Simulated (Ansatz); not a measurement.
**Ligand exchange: C2H6 + GaH2I → CH3I + GaH2(CH3)**

Gas-phase species: C2H6 `CC`, singlet; GaH2I `[GaH2][I]`, singlet; CH3I (methyl iodide) `CI`, singlet; GaH2(CH3), singlet. The partners trade CH3 for I: C–CH3 and Ga–I bonds give way to C–I and Ga–CH3.

Shapes, held fixed at every level: PBE0-D4/def2-TZVP. Programs: Ansatz 0.2.0. Electronic energies: no zero-point or thermal term.

```csv
level,kind,ΔE (kJ/mol),less CCSD(T)/def2-TZVPP
SPW92/def2-TZVPP,LDA,+155.7,+3.4
r2SCAN-D4/def2-TZVPP,meta-GGA,+158.5,+6.2
PBE0-D4/def2-TZVPP,global hybrid,+159.8,+7.5
wB97M-V/def2-TZVPP,range-separated hybrid,+154.9,+2.6
B2PLYP/def2-TZVPP,double hybrid,+156.3,+4.0
CCSD(T)/def2-SVP,coupled cluster or CI,+178.3,+26.0
CCSD(T)/def2-TZVPP,coupled cluster or CI,+152.3,0.0
```

The highest level, CCSD(T)/def2-TZVPP, gives ΔE = +152.3 kJ/mol; the levels span +152.3 to +178.3. The column of differences is taken from that level and isn't an error. No measured value is set beside it here. For atoms past krypton def2 sets carry core potentials with scalar relativity. Relativity is left out for Ga. Outer-core shells of Ga, I are correlated, in sets that cover them unevenly.

The exchange is strongly uphill at every level, so the electronic energy favours ethane and the gallium iodide over methyl iodide and the methylgallane. The main reason is probably the pairing of the partners. Iodine gains much from bonding to electropositive gallium, where the bond is strongly polar and an iodine lone pair can lean weakly into the empty gallium p orbital. Against carbon, which is close to it in electronegativity, it has little ionic stabilisation, and its diffuse valence p orbital overlaps poorly with the compact carbon hybrid. The new Ga–C bond doesn't make up for giving up both a strong C–C bond and the Ga–I bond.

The choice of functional matters little here, and even the LDA lands close to coupled cluster, which suggests that errors cancel between the two sides. The basis set matters more: going from def2-SVP to def2-TZVPP lowers the CCSD(T) value by 26.0 kJ/mol. With a shift that large, the remaining basis error could rival the gaps between functionals, so their order of closeness to CCSD(T) is no ranking of accuracy.
